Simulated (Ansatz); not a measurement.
TiB2: energy above lowest point and pressure against volume scale

Results calculated with Ansatz 0.2.0, not measured. Free energy against uniform scaling of the volume at fixed shape and fractions; periodic cell, basis, potentials, k mesh and filling as listed.

The cell before it is scaled or strained (space group P6/mmm, No. 191):
```
TiB2
1.0
      3.0292     0.0000     0.0000
     -1.5146     2.6234     0.0000
      0.0000     0.0000     3.2284
Ti B
1 2
Direct
  0.00000 0.00000 0.00000
  0.33333 0.66667 0.50000
  0.66667 0.33333 0.50000
```

Settings of every row: functional PBE; dispersion none; potentials PAW; wave cutoff 489.8 eV; density cutoff 1959.2 eV; k mesh 11x11x9; k shift 0x0x0; occupations cold; smearing width 0.1 eV; spin none.

Limits: coarse k mesh, up to 40 meV an atom off.

| row | volume scale | V (Å³/atom) | energy above lowest point (meV/atom) | pressure (GPa) |
| --- | --- | --- | --- | --- |
| 1 | 0.9 | 7.697 | 82 | 33.21 |
| 2 | 0.925 | 7.91 | 44.4 | 23.38 |
| 3 | 0.95 | 8.124 | 19.1 | 14.7 |
| 4 | 0.975 | 8.338 | 4.7 | 7.01 |
| 5 | 1 | 8.552 | 0 | 0.21 |
| 6 | 1.025 | 8.766 | 3.8 | -5.81 |
| 7 | 1.05 | 8.979 | 15.2 | -11.15 |
| 8 | 1.075 | 9.193 | 33.3 | -15.89 |
| 9 | 1.1 | 9.407 | ? | ? |

Question: what energy above lowest point and pressure should row 9 give?

Worked fit of energy above lowest point. Take u = (V_r/V)^(2/3) − 1 with V_r = 8.445 Å³ an atom, which is twice the finite (Eulerian) strain; such expansions in the strain, on which the Birch-Murnaghan equation of state is built, carry the rest volume and the bulk modulus. The shown rows have u = 0.06378, 0.0446, 0.02617, 0.00854, -0.00836, -0.02456, -0.04005, -0.05501. Least squares give energy above lowest point = 1.21 + 274 × u + 15572 × u² meV/atom; a straight line predicts inner rows, each left out in turn, worse (root mean square 18 against 0.051 meV/atom). The rows lie off it by 0.0, 0.0, 0.1, 0.0, 0.0, -0.1, 0.0, 0.0. Its lowest point lies at u = -0.0088, or V = 8.558 Å³ an atom, and the curvature there gives the bulk modulus at fixed shape and fractions, B = (4/9)(1 + u)² E″(u)/V = 255 GPa. Letting shape and atoms relax would as a rule lower it, by much in layered, chain or molecular crystals. The withheld row has u = -0.06939, so the fit gives 1.21 + 274 × (-0.06939) + 15572 × (-0.06939)² = 57.2 meV/atom.

The calculation gave 57.4 meV/atom. The fit lies 0.2 meV/atom (0.24 % of the column's range) below it; its largest miss of a shown row is 0.1 meV/atom. This row lies beyond the range of the fit.

Worked fit of pressure. Take u = (V_r/V)^(2/3) − 1 with V_r = 8.445 Å³ an atom, which is twice the finite (Eulerian) strain; such expansions in the strain, on which the Birch-Murnaghan equation of state is built, carry the rest volume and the bulk modulus. The shown rows have u = 0.06378, 0.0446, 0.02617, 0.00854, -0.00836, -0.02456, -0.04005, -0.05501. Least squares give pressure = 3.506 + 402.18 × u + 944 × u² + 803 × u³ GPa; a parabola predicts inner rows, each left out in turn, worse (root mean square 0.043 against 0.013 GPa). The rows lie off it by 0.00, -0.01, 0.01, 0.00, 0.00, 0.00, -0.01, 0.00. The pressure vanishes at u = -0.0089, or V = 8.559 Å³ an atom, and there the bulk modulus at fixed shape and fractions is B = −V dP/dV = (2/3)(1 + u) dP/du = 255 GPa. Letting shape and atoms relax would as a rule lower it, by much in layered, chain or molecular crystals. The withheld row has u = -0.06939, so the fit gives 3.506 + 402.18 × (-0.06939) + 944 × (-0.06939)² + 803 × (-0.06939)³ = -20.12 GPa.

The calculation gave -20.08 GPa. The fit lies 0.04 GPa (0.075 % of the column's range) below it; its largest miss of a shown row is 0.01 GPa. This row lies beyond the range of the fit.
